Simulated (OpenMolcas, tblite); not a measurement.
# COF2 (carbonyl fluoride): the dipole moment, rung by rung

The species is COF2 (4 atoms), meant as a singlet with charge 0. SMILES: `O=C(F)F`. Geometry: relaxed at PBE0-D4/def2-TZVP.

Quantity: the dipole moment, in D. The values are calculated.

**What was measured.** NIST CCCBDB gives the dipole moment of the gas as 0.95 D.

```tsv
level	kind	program	value (D)	computed − measured	CPU time
GFN2-xTB	semi-empirical	tblite	0.74	-0.21	under 2 s
HF/aug-cc-pVDZ	Hartree–Fock	OpenMolcas	1.19	+0.24	8.6 s
SVWN5/aug-cc-pVDZ	LDA	OpenMolcas	1.10	+0.15	18 s
revPBE/aug-cc-pVDZ	GGA	OpenMolcas	1.10	+0.15	23 s
r2SCAN/aug-cc-pVDZ	meta-GGA	OpenMolcas	1.13	+0.18	32 s
B3LYP/aug-cc-pVDZ	global hybrid	OpenMolcas	1.09	+0.14	21 s
```

Nearest: B3LYP/aug-cc-pVDZ (+0.14 D); farthest: HF/aug-cc-pVDZ (+0.24 D). The measured dipole is a vibrational average, so differences of a few hundredths of a debye mean little. Computed less measured by kind, in D (aug-cc-pVDZ rows): semi-empirical -0.21; Hartree–Fock +0.24; LDA +0.15; GGA +0.15; meta-GGA +0.18; global hybrid +0.14. Magnitudes only: a small dipole may point the other way at some levels. Times are those of the runs behind each value, whatever else they computed, on shared processors of several kinds: orders of magnitude only.

The dipole of carbonyl fluoride is small because large bond moments oppose each other. The C=O moment points towards oxygen, while the resultant of the two C–F moments points towards the fluorine side and is tempered by π donation from fluorine into the carbonyl π* orbital. The net value is therefore a sensitive test of charge balance, and a modest absolute error is a sizeable fraction of it.

All the aug-cc-pVDZ results exceed the measured value, whereas GFN2-xTB falls below it. Hartree–Fock overshoots most, probably because it lacks the correlation that moderates the polarity of the carbonyl π bond. The density functionals lie close together, between 1.09 and 1.13 D, with no steady improvement up the ladder: r2SCAN is farther from experiment than SVWN5, and B3LYP's lead over SVWN5 and revPBE is too slight to rank them. Since these functionals share a basis set and a geometry, their common excess cannot be assigned to the exchange-correlation treatment alone.
